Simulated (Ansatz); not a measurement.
ZnO: the change of energy above lowest point with volume scale

Results calculated with Ansatz 0.2.0, not measured. Free energy against uniform scaling of the volume at fixed shape and fractions; periodic cell, basis, potentials, k mesh and filling as listed.

The cell before it is scaled or strained (space group P6_3mc, No. 186):
```
cell vectors (Å)
   3.2493     0.0000     0.0000
  -1.6247     2.8140     0.0000
   0.0000     0.0000     5.2057
atoms (fractions of the cell vectors)
Zn  0.33333  0.66667  0.50000
Zn  0.66667  0.33333  0.00000
O   0.66667  0.33333  0.37901
O   0.33333  0.66667  0.87901
```

Settings of every row: functional PBE; dispersion none; potentials PAW; wave cutoff 435.38 eV; density cutoff 1741.5 eV; k mesh 7x7x4; k shift 0x0x0; occupations fixed; smearing width 0 eV; spin none; SCF threshold exponent -8.

| row | volume scale | V (Å³/atom) | energy above lowest point (meV/atom) |
| --- | --- | --- | --- |
| 1 | 0.88 | 10.472 | 150.6 |
| 2 | 0.92 | 10.948 | 76.8 |
| 3 | 0.96 | 11.424 | ? |
| 4 | 1 | 11.9 | 6.2 |
| 5 | 1.04 | 12.376 | 0 |
| 6 | 1.08 | 12.852 | 8.4 |
| 7 | 1.12 | 13.328 | 28.5 |

Question: what energy above lowest point should row 3 give?

Worked fit of energy above lowest point. Take u = (V_r/V)^(2/3) − 1 with V_r = 12.138 Å³ an atom, which is twice the finite (Eulerian) strain; such expansions in the strain, on which the Birch-Murnaghan equation of state is built, carry the rest volume and the bulk modulus. The shown rows have u = 0.10343, 0.07121, 0.01329, -0.01286, -0.03739, -0.06045. Least squares give energy above lowest point = 1.11 + 232.83 × u + 11490.7 × u² + 2257 × u³ meV/atom; a parabola predicts inner rows, each left out in turn, worse (root mean square 0.39 against 0.096 meV/atom). All shown rows lie on it to the printed digit. Its lowest point lies at u = -0.0102, or V = 12.33 Å³ an atom, and the curvature there gives the bulk modulus at fixed shape and fractions, B = (4/9)(1 + u)² E″(u)/V = 129 GPa. Letting shape and atoms relax would as a rule lower it, by much in layered, chain or molecular crystals. The withheld row has u = 0.04124, so the fit gives 1.11 + 232.83 × (0.04124) + 11490.7 × (0.04124)² + 2257 × (0.04124)³ = 30.4 meV/atom.

The calculation gave 30.4 meV/atom. The fit meets it to the printed digit.
